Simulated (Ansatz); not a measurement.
# Errors in the atomisation enthalpy at 298 K

6 molecules; the atomisation enthalpy at 298 K in kJ/mol, computed less measured. Shapes, held fixed at every level: PBE0-D4/def2-TZVP. Flexible molecules stand in one conformer, not always the lowest. Thermal terms are harmonic and unscaled (PBE0-D4/def2-TZVP); the spin-orbit lowering of the free atoms is taken from their spectra. Programs: Ansatz 0.2.0. Measured values: Active Thermochemical Tables, CRC Handbook of Chemistry and Physics, NIST-JANAF tables.

Levels: A = HF/def2-TZVPP; B = BHLYP-D4/def2-TZVPP; C = CCSD/def2-TZVPP.

```csv
molecule,from tabulated heats,A,B,C
BOF (fluoro(oxo)borane),1501,-454,-117,-108
SiH2F2 (SMILES F[SiH2]F),1836,-461,-90,-85
C3H8 (propane),3999,-975,-73,-123
C4H6O2 (vinyl acetate),4988,-1487,-207,-240
C4H7NO (2-methyloxazoline),5246,-1596,-198,-255
C4H9Cl (SMILES CC(C)(C)Cl),5133,-1321,-126,-187
```

Q: Sum up the errors.

A: 
```json
{"level": "HF/def2-TZVPP", "kind": "Hartree–Fock", "mean error": "-1049.0", "mean absolute error": "1049.0", "worst case": "C4H7NO"}
{"level": "BHLYP-D4/def2-TZVPP", "kind": "global hybrid", "mean error": "-135.2", "mean absolute error": "135.2", "worst case": "C4H6O2"}
{"level": "CCSD/def2-TZVPP", "kind": "coupled cluster or CI", "mean error": "-166.3", "mean absolute error": "166.3", "worst case": "C4H7NO"}
```

On this set BHLYP-D4/def2-TZVPP has the smallest mean absolute error and HF/def2-TZVPP the largest. HF/def2-TZVPP is too low in 6 of 6; BHLYP-D4/def2-TZVPP is too low in 6 of 6; CCSD/def2-TZVPP is too low in 6 of 6. The heats of C4H9Cl come from older tables and can be uncertain by 10 kJ/mol or more. Heats of the atoms come from ATcT where it has them, that of boron, 570 kJ/mol, from recent work. The tabulated values of BOF, SiH2F2 are in doubt (older tables, estimates, or at odds with other calculations) and kept here. Over the 4 molecules whose values aren't doubted the mean absolute errors are A 1344.8; B 151.0; C 201.2. For HF/def2-TZVPP and CCSD/def2-TZVPP the error tends to grow with the atomisation enthalpy. Hartree–Fock lacks correlation and underbinds. Correlated wave functions converge slowly with the basis. CCSD also lacks the triples, which bind further. The set is small.

Atomisation turns paired electrons in bonds into high-spin atoms, so the correlation energy gained on bonding is lost from the Hartree–Fock balance. CCSD recovers most of it, cutting the propane error from -975 to -123 kJ/mol. Molecular size isn't the whole story: C4H9Cl has a larger atomisation enthalpy than vinyl acetate, yet smaller errors at all three levels. The unsaturated vinyl acetate and 2-methyloxazoline have the largest errors throughout, probably because π bonds and adjacent lone pairs add correlation that σ bonds alone don't require. BHLYP's large share of exact exchange probably contributes to its underbinding, since it removes part of the semilocal exchange that mimics left-right correlation in multiple bonds.

BHLYP's smaller error than CCSD in the four organic molecules doesn't show that it describes correlation better, as a functional depends less on the basis than a correlated wave function does. Nor do these errors carry over to reaction enthalpies, where much of the deficit cancels if bond types are conserved.
